Suppose you have a computed infrared spectrum of a gallium species with a methoxy group and need one for its silyloxy analogue. Can you correct the old wavenumbers for the heavier atom, or must you calculate the vibrations again? For the pair below you must calculate again. The wavenumbers fall by about 30% on average from carbon to silicon, while the extra mass alone would lower them by about 4%. Most of the fall comes from longer bonds, and from bonds and angles that are easier to deform.

Unscaled harmonic wavenumbers of the vibrations of H₃*–O–GaH (* = C, Si; both spin doublets), calculated with Ansatz 0.2.0 at the unrestricted PBE0-D4/def2-TZVP level, at minima from the same level. Modes are numbered by rising wavenumber in each molecule and paired by that order alone, so a row may compare different motions.

```
mode  * = C (cm⁻¹)  * = Si (cm⁻¹)  Si over C
   1          71.2           45.4       0.64
   2         193.6           95.4       0.49
   3         229.6          129.7       0.56
   4         537.5          471.1       0.88
   5         584.6          536.5       0.92
   6        1139.9          724.9       0.64
   7        1178.4          734.2       0.62
   8        1197.5          954.6       0.80
   9        1475.1          956.8       0.65
  10        1487.9          983.8       0.66
  11        1497.7         1024.7       0.68
  12        1773.3         1748.8       0.99
  13        2998.6         2196.3       0.73
  14        3061.4         2214.8       0.72
  15        3072.9         2218.6       0.72
```

The molecule is H₃\*–O–GaH, where \* is carbon or silicon, and "Si over C" is the silicon wavenumber divided by the carbon one. Every ratio is below one, but they range from about 0.5 to 0.99. The rows pair the vibrations by rank, so two values in one row need not belong to the same motion. The assignments used here rest on the usual ranges of such groups and on counting the possible motions.

**How much is mass?**

This can be answered without knowing which motion is which. The product of all squared vibrational frequencies depends on the force constants and on the masses. If only the mass of one atom changes, from $m$ to $m'$, the force constants cancel in the ratio. Once the motions of the molecule as a whole are removed, the Teller–Redlich product rule remains:

$$\prod_i\frac{\omega_i'}{\omega_i}=\left(\frac{m}{m'}\right)^{3/2}\left(\frac{M'}{M}\right)^{3/2}\left(\frac{I_a'I_b'I_c'}{I_aI_bI_c}\right)^{1/2}$$

Here $\omega_i$ are the wavenumbers, $M$ is the total mass and $I_a, I_b, I_c$ are the moments of inertia. Primes mark the heavier atom.

Giving the carbon atom the mass of silicon, with shape and force constants held fixed, multiplies the product of the 15 wavenumbers by 0.54. The actual factor between the two molecules is 0.005. On a logarithmic scale, where successive factors add, mass accounts for about 12% of the fall. The rest is the change in stiffness and shape that comes with a different element. The output after this text gives this comparison and the averages by group.

**The hydrogen stretches: a weaker spring**

Rows 13–15 lie where \*–H stretches belong. For such a stretch $\omega\propto\sqrt{k/\mu}$, with force constant $k$ and $1/\mu=1/m_\mathrm{H}+1/m_*$. In atomic mass units $1/\mu$ is $0.992+0.083=1.075$ for C–H and $0.992+0.036=1.028$ for Si–H. Mass alone therefore gives a ratio of $\sqrt{1.028/1.075}=0.98$, because the light hydrogen does nearly all the moving in both cases.

Applied to row 13, this correction turns 2998.6 into about 2930 cm⁻¹, whereas the calculation gives 2196.3. To match the average ratio of these three rows, 0.73, the force constant must drop to $(0.73/0.98)^2\approx0.55$ of its carbon value. That figure is deduced from the rows and is no test of the model. It does fit the computed structures, in which the bond to hydrogen lengthens from 1.10 to 1.49 Å. Silicon's valence orbitals are larger and more diffuse, so they form a longer bond with a weaker restoring force.

Deuterium on the methoxy group makes a useful contrast. It would lower the C–H stretches by a similar fraction, but there the spring stays the same and the moving mass doubles. Equal shifts can have opposite causes.

**The hydrogen bends: a longer arm**

Rows 6–11 probably hold five bending motions of the \*H₃ group and the \*–O stretch. The five bends average a ratio of about 0.64, whichever plausible rows are given to the stretch. If bending the angle took the same effort in both molecules, the wavenumber would fall as one over the bond length, since hydrogen swings on a longer arm. That gives $1.10/1.49=0.74$, which is most of the fall. The remainder probably comes from softer angles around silicon, with a small contribution from mass, but the calculation does not separate the two.

The \*–O stretch behaves differently, because here the heavy atom itself moves against a partner of similar mass. Treated as a two-atom oscillator, it should fall to 0.82 through mass alone. The likely assignments put it between 0.80 and 0.90, so little or no loss of stiffness is needed. The estimate is crude, since the oxygen also pulls on gallium.

This mixture probably explains row 8, whose ratio of 0.80 stands out from its neighbours. In rows 6–11, three carbon values lie below a wide gap, but only two silicon values do. One motion, probably the \*–O stretch, has moved from the lower group to the upper one, and row 8 sits at this change. Its carbon value, 1197.5 cm⁻¹, belongs to a C–O stretch or a CH₃ rock, and its silicon value, 954.6 cm⁻¹, most likely to an SiH₃ deformation. The row then compares two different motions, and its ratio describes neither. If both values belong to the \*–O stretch instead, 0.80 is simply the ratio of that stretch. A look at the atomic displacements would settle it.

**The gallium end: little changes**

Row 12 lies in the range of the Ga–H stretch and falls by only about 1%. The replaced atom is two bonds away, and the Ga–H length is 1.60 Å in both molecules. This row serves as a control: where the local bond stays the same, so does the wavenumber.

Rows 4 and 5 fall by about 10%. They lie where the Ga–O stretch and the H–Ga–O bend are expected, and the Ga–O bond also keeps its length. What changes is the weight hanging on it and the angle at oxygen. If the whole group on gallium moved as a rigid block, mass would lower the Ga–O stretch to 0.87, close to what these rows show. But the bend at oxygen is soft, so the group does not really follow as a block. The wider angle in the silicon compound probably matters as well: the straighter the chain, the more the outer atom must move along with the oxygen. The close agreement is therefore no proof that mass alone is the cause.

**The lowest three: large relative falls of small numbers**

Rows 1–3 lose the largest fraction on average, yet none falls by more than 100 cm⁻¹. They should be twists of the chain and the bend at oxygen. The angle at oxygen opens from 129° to 143°, and such wide Si–O–metal angles are usually easy to bend. Together with the heavier atom at the end of the angle, this may explain the fall of the bend, though the calculation does not test it. The twist of the \*H₃ group has the same longer arm as the hydrogen bends, and a longer \*–O bond usually makes the group easier to turn. The twist about the Ga–O bond has no such simple explanation here. Without the displacements it also stays open which motions are paired in row 2, whose ratio of 0.49 is the lowest in the table. The harmonic approximation is also at its weakest for such floppy motions, so these ratios should not be carried over to other molecules.

**What to do**

Do not obtain the silicon spectrum by correcting the carbon one for mass, or by multiplying it by one common factor. Recalculate it, and match the motions by their displacements before comparing them. To tell the two groups apart, look at the hydrogen stretches, near 3000 cm⁻¹ for carbon and 2200 cm⁻¹ for silicon. Harmonic values usually lie a few per cent above measured bands, which is far less than this gap. The Ga–H band is a poor choice for the purpose, since it hardly moves.

For a related exchange of atoms, first ask which atom does the moving. If it is hydrogen, look at how the strength and length of its bond change. If it is the exchanged atom itself, begin with the mass.

The analysis program printed:

```
Product of all 15 wavenumbers, Si over C: 0.004992
Geometric mean ratio per mode, all 15: 0.7023
Product ratio from the mass of Si alone (product rule, shape and force constants of the C compound): 0.5359
The same per mode (15th root): 0.9593
Share of mass in the logarithmic fall of the product, percent: 11.77
Geometric mean ratio, rows 1 to 3: 0.562
Geometric mean ratio, rows 4 and 5: 0.8969
Geometric mean ratio, rows 6 to 11: 0.6727
Geometric mean ratio, rows 13 to 15: 0.7259
Ratio for a heavy atom-H stretch from reduced mass alone: 0.9775
Force constant ratio left for the heavy atom-H stretch: 0.5515
Ratio for H bends from the longer bond alone (1/r): 0.7383
Heavy atom-O stretch, lowest ratio if C-O is in rows 6 to 8 and Si-O in rows 8 to 11: 0.7972
Heavy atom-O stretch, highest ratio under the same assumption: 0.8989
Mean ratio of the five other modes of rows 6 to 11, with the highest O stretch ratio: 0.6348
Mean ratio of the five other modes of rows 6 to 11, with the lowest O stretch ratio: 0.6503
Ratio for a heavy atom-O stretch from diatomic reduced mass alone: 0.8201
Ratio for a Ga-O stretch if the whole group on Ga moved rigidly: 0.8738
Fall from C to Si by row:
  row  fall_in_1/cm  fall_in_percent
    1          25.8            36.24
    2          98.2            50.72
    3          99.9            43.51
    4          66.4            12.35
    5          48.1            8.228
    6           415            36.41
    7         444.2             37.7
    8         242.9            20.28
    9         518.3            35.14
   10         504.1            33.88
   11           473            31.58
   12          24.5            1.382
   13         802.3            26.76
   14         846.6            27.65
   15         854.3             27.8
```
